## Distance or neighbours around a charged boron atom

Put a boron atom on a silicon site of silica and give the cell one extra electron. Boron then has the four valence electrons of the silicon it replaces and can form four bonds, but its ion core, the nucleus with the inner electrons, carries one positive charge less. The site is a fixed negative charge in an insulator. Does an atom farther out respond to its distance from that charge, or to its place in the network of bonds?

SiO2 supercell of 48 atoms with one Si replaced by B, charge −1, atoms relaxed, computed with Ansatz 0.2.0 using scalar-relativistic PBE, default PAW datasets, a 420 eV plane-wave cutoff, a 3×3×3 k-point mesh and no spin polarisation. Vzz is the principal component of the electric field gradient largest in magnitude, and the asymmetry is (Vxx − Vyy)/Vzz.

| atom | like atoms | distance from the defect (Å) | Vzz (1e21 V/m^2) | asymmetry | potential at the nucleus less that at the nearest site of the element (V) |
| --- | --- | --- | --- | --- | --- |
| B1 | 1 | 0.12 | 0.07 | 0.57 | 0.00 |
| O30 | 2 | 1.41 | 10.82 | 0.16 | 0.00 |
| O17 | 2 | 1.55 | 10.98 | 0.20 | 0.04 |
| Si5 | 2 | 2.87 | -2.53 | 0.18 | 0.00 |
| Si7 | 2 | 3.01 | -2.74 | 0.17 | 0.03 |
| O31 | 2 | 3.57 | 9.93 | 0.09 | 0.96 |
| O21 | 2 | 3.61 | 9.56 | 0.22 | 0.95 |
| O28 | 2 | 3.76 | ? | ? | ? |
| O19 | 2 | 4.05 | ? | ? | ? |
| O23 | 2 | 4.08 | 9.75 | 0.15 | 0.99 |
| O25 | 2 | 4.08 | 9.74 | 0.18 | 0.97 |
| O26 | 2 | 4.42 | 9.55 | 0.17 | 1.21 |
| Si9 | 2 | 4.46 | -1.00 | 0.25 | 0.35 |
| O22 | 2 | 4.56 | 9.49 | 0.21 | 1.18 |
| O27 | 2 | 4.59 | 9.51 | 0.19 | 1.18 |
| O24 | 2 | 4.89 | 9.52 | 0.16 | 1.20 |
| Si3 | 2 | 4.92 | -0.68 | 0.85 | 0.33 |
| O20 | 2 | 4.92 | ? | ? | ? |
| Si11 | 1 | 5.00 | -1.05 | 0.37 | 0.36 |
| Si12 | 1 | 5.01 | -0.73 | 0.38 | 0.34 |
| O32 | 2 | 5.04 | 9.37 | 0.24 | 1.19 |
| Si6 | 2 | 5.42 | ? | ? | ? |
| Si8 | 2 | 5.45 | -0.44 | 0.59 | 0.50 |
| O18 | 2 | 5.77 | 9.71 | 0.15 | 1.37 |

The atoms were relaxed around the charged boron, and the table describes them in their final positions. Distances are counted from a defect point that lies 0.12 Å from the boron nucleus, so 1.41 and 1.55 Å are not the B–O bond lengths.

Two quantities probe the question in different ways. The potential at a nucleus is lowered by a negative charge nearby, but it also depends on the electrons and atoms close around that nucleus. It is counted from the nearest site of the same element, so oxygen and silicon have separate zeros. The field gradient Vzz measures how far the charge around a nucleus departs from a regular arrangement. The asymmetry tells how unequal the two smaller principal components are.

**The potential.** The simplest picture is a point charge in a uniform medium, whose potential rises with distance $r$ as

$$V = V_0 - \frac{k}{r}.$$

One slope $k$ and a separate constant $V_0$ for each element were fitted to the known oxygen and silicon rows beyond 2.5 Å, which gives $k = 2.97$ V Å. This corresponds to a screening constant of about 4.8. That is an effective value for this small cell, in which periodic images of the defect and the uniform background also act.

The picture gets the direction right and the steps wrong. Between O25 at 4.08 Å and O26 at 4.42 Å, both part of the fit, it predicts a rise of $2.97\,(1/4.08 - 1/4.42) = 0.06$ V. The calculation gives 0.24 V. From O31 to O25, over a longer stretch, the potential hardly changes.

Counting bonds offers an explanation of these plateaus. Boron is linked through oxygen to four silicon atoms, and each of these holds three further oxygens, twelve in all. Exactly twelve oxygen atoms lie between 3.5 and 4.1 Å, so they very probably form this shell, and its known members agree within 0.04 V. The next plateau, near 1.2 V, would be oxygens one silicon farther out, but these were grouped by distance, and the table lists no bonds to confirm it. O18, at 5.77 Å and 1.37 V, lies on neither plateau.

Why should a shell share one potential? A likely reason, untested here, is that silica does not screen like a smooth medium. Electrons shift within individual bonds and oxygen atoms, and the atoms themselves have moved in response to the boron. A nucleus then feels which of these units stand between it and the charge.

**The field gradient.** A bridging oxygen has two bonds, and its electron cloud is far from spherical wherever it sits. Its gradient is therefore large everywhere, and the clearest difference goes with the kind of neighbour: about 10.9 (in $10^{21}$ V/m²) when one neighbour is boron, and 9.4 to 9.9 at the other known oxygens.

Silicon is the opposite case. Four equal bonds in a regular tetrahedron would give no gradient at all, so what remains is a small imbalance between large contributions. Next to the boron unit, where one of the four oxygens also binds boron, Vzz is about −2.6. Farther out it is weaker, but distance does not fix it: Si11 and Si12 both lie at 5.0 Å and have −1.05 and −0.73. Uneven bonds are a likely cause, but the table gives no bond lengths to test it.

**The forecasts.** Each oxygen takes the mean potential and Vzz of the known members of its shell, and the mean asymmetry of all known oxygens beyond 3 Å. For Si6 the only known silicon at a similar distance is Si8, which supplies potential and Vzz; the asymmetry is the mean of the known silicon sites beyond 4 Å. The ranges are judged from the scatter of the known rows and are not statistical confidence limits.

- O28 and O19: potential 0.97 ± 0.05 V, Vzz 9.75 ± 0.30, asymmetry 0.18 ± 0.09.
- O20: potential 1.19 ± 0.08 V, Vzz 9.49 ± 0.25, asymmetry 0.18 ± 0.09.
- Si6: potential 0.50 ± 0.10 V, Vzz −0.44 ± 0.50, asymmetry 0.49 ± 0.40, which is hardly a forecast.

O19 is the sharpest test, because the point charge puts its potential at 1.07 V, outside the shell's range. For Si6 there is a warning. The three principal components of the gradient add up to zero, so at an asymmetry near one the two largest are almost equal and opposite, and the sign of Vzz is fragile.

The withheld rows as computed:

| atom | like atoms | distance from the defect (Å) | Vzz (1e21 V/m^2) | asymmetry | potential at the nucleus less that at the nearest site of the element (V) |
| --- | --- | --- | --- | --- | --- |
| O28 | 2 | 3.76 | 9.68 | 0.18 | 0.95 |
| O19 | 2 | 4.05 | 9.76 | 0.12 | 0.95 |
| O20 | 2 | 4.92 | 9.32 | 0.27 | 1.17 |
| Si6 | 2 | 5.42 | 0.62 | 0.72 | 0.47 |

All four potentials fall within their ranges. O28 and O19 differ by 0.3 Å in distance and share the same potential, 0.95 V, as members of one shell should. The point charge misses O19 by 0.12 V. At O20 and Si6 both pictures come close, so these two sites do not decide between them.

The oxygen gradients are hits as well, since a bridging oxygen between two silicon atoms carries most of its gradient with it. The one doubtful case among the oxygens is the asymmetry of O20: 0.27 lies at the upper edge of the stated range, and just beyond it if the unrounded mean of 0.176 is used. Asymmetry reflects the finer shape of the surroundings, and a mean over many sites smooths that away.

Si6 is a clear failure. Its Vzz is +0.62, more than 1 above the forecast and far outside the range, although its asymmetry of 0.72 lies inside the broad range given for it. The warning about the sign was sound, but the range had not been widened to allow for it.

The components show what happened. At Si6 the two smaller ones add up to −0.62 and differ by $0.72 \times 0.62 = 0.45$, so they are about −0.5 and −0.1. At Si8 the same steps give a largest component of −0.44, opposed by one of about +0.35. Both sites thus have a positive and a negative component of similar size, and Vzz reports only the winner. A modest change in the surroundings can reverse its sign, and a similar distance from boron is no protection.

The program's output below gives the fit and every miss. In this cell, two plateaus describe the oxygen potentials between 3.5 and 5.1 Å better than the smooth curve of a point charge does. That the plateaus follow the count of bonds is very probable for the inner one and unchecked for the outer. The pure host would show no such steps. The cell and the pattern of distances match α-cristobalite, a form of silica in which all oxygens are equivalent, and so are all silicon atoms. The differences within each element therefore come from the boron, its periodic images and the shifts of the atoms around it. The images matter most far out: the nearest lie 9.9 Å from the boron, so an atom at 5 Å can be as close to an image as to the boron itself. What stays open is how much the shifts of the atoms contribute; a run with the charged boron in the unrelaxed host would tell.

Printed output of the fit:

```
fit of pot on 17 rows (r > 2.5): coefficient of oc 1.8 +/- 0.071, coefficient of sc 0.9914 +/- 0.076, coefficient of invr -2.974 +/- 0.3; rms 0.0532, worst O25 0.101, leave-one-out rms 0.0642
  rows outside the fit (model, value, miss): B1 0, 0, 0; O30 -0.3091, 0, -0.309; O17 -0.1186, 0.04, -0.159; O28 1.009, 0.95, 0.0592; O19 1.066, 0.95, 0.116; O20 1.196, 1.17, 0.0257; Si6 0.4427, 0.47, -0.0273
Effective screening constant from the 1/r slope: 4.842
Potential forecast for O28, O19, O20, Si6 (V): 0.9675, 0.9675, 1.192, 0.5
Half-width of these potential forecasts (V): 0.05, 0.05, 0.08, 0.1
Computed potential (V): 0.95, 0.95, 1.17, 0.47
Forecast less computed potential (V): 0.0175, 0.0175, 0.022, 0.03
Vzz forecast for O28, O19, O20, Si6 (1e21 V/m^2): 9.745, 9.745, 9.488, -0.44
Half-width of these Vzz forecasts (1e21 V/m^2): 0.3, 0.3, 0.25, 0.5
Computed Vzz (1e21 V/m^2): 9.68, 9.76, 9.32, 0.62
Forecast less computed Vzz (1e21 V/m^2): 0.065, -0.015, 0.168, -1.06
Asymmetry forecast for O28, O19, O20, Si6: 0.176, 0.176, 0.176, 0.488
Half-width of these asymmetry forecasts: 0.09, 0.09, 0.09, 0.4
Computed asymmetry: 0.18, 0.12, 0.27, 0.72
Forecast less computed asymmetry: -0.004, 0.056, -0.094, -0.232
Oxygen atoms between 3.5 and 4.1 angstrom: 12
Rms miss of group means, known oxygens 3.5 to 5.1 angstrom (V): 0.01314
Rms miss of point charge on the same oxygens (V): 0.05446
Potential step from O25 to O26, computed (V): 0.24
The same step from the point charge (V): 0.05607
Vzz of a bare unit charge at the distance of Si5, magnitude (1e21 V/m^2): 0.1218
Computed Vzz at Si5 over that of the bare charge, magnitudes: 20.77
Vzz of Si12 less that of Si11 (1e21 V/m^2): 0.32
Mean Vzz of oxygens bonded to boron less known mean at 3.5 to 4.1 angstrom (1e21 V/m^2): 1.155
```
